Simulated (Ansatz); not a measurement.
# SnO: energy above lowest point against volume scale

Free energy against uniform scaling of the volume at fixed shape and fractions; periodic cell, basis, potentials, k mesh and filling as listed. The results are calculated, by Ansatz 0.2.0.

The cell before it is scaled or strained (space group P4/nmm, No. 129):
```
cell vectors (Å)
   3.7986     0.0000     0.0000
   0.0000     3.7986     0.0000
   0.0000     0.0000     4.8408
atoms (fractions of the cell vectors)
Sn  0.50000  0.00000  0.23690
Sn  0.00000  0.50000  0.76310
O   0.00000  0.00000  0.00000
O   0.50000  0.50000  0.00000
```

Settings of every row: functional PBE; dispersion none; potentials PAW; wave cutoff 500 eV; density cutoff 2000 eV; k mesh 5x5x4; k shift 0x0x0; occupations fixed; smearing width 0 eV; spin none.

Limits: coarse k mesh, up to 40 meV an atom off.

```
row  volume scale  V (Å³/atom)  energy above lowest point (meV/atom)
  1          0.94       16.415                                  67.5
  2          0.96       16.764                                  43.7
  3          0.98       17.113                                  25.7
  4             1       17.462                                  12.8
  5          1.02       17.812                                   4.5
  6          1.04       18.161                                     ?
  7          1.06        18.51                                     0
```

Question: what energy above lowest point should row 6 give?

Worked fit of energy above lowest point. Take u = (V_r/V)^(2/3) − 1 with V_r = 17.288 Å³ an atom, which is twice the finite (Eulerian) strain; such expansions in the strain, on which the Birch-Murnaghan equation of state is built, carry the rest volume and the bulk modulus. The shown rows have u = 0.03515, 0.02073, 0.00681, -0.00665, -0.01971, -0.04451. Least squares give energy above lowest point = 18.61 + 955.4 × u + 12246 × u² + 3934 × u³ meV/atom; a parabola predicts inner rows, each left out in turn, worse (root mean square 0.078 against 0.023 meV/atom). All shown rows lie on it to the printed digit. Its lowest point lies at u = -0.0398, or V = 18.37 Å³ an atom, and the curvature there gives the bulk modulus at fixed shape and fractions, B = (4/9)(1 + u)² E″(u)/V = 84.2 GPa. Letting shape and atoms relax would as a rule lower it, by much in layered, chain or molecular crystals. The withheld row has u = -0.03231, so the fit gives 18.61 + 955.4 × (-0.03231) + 12246 × (-0.03231)² + 3934 × (-0.03231)³ = 0.4 meV/atom.

The calculation gave 0.4 meV/atom. The fit meets it to the printed digit.
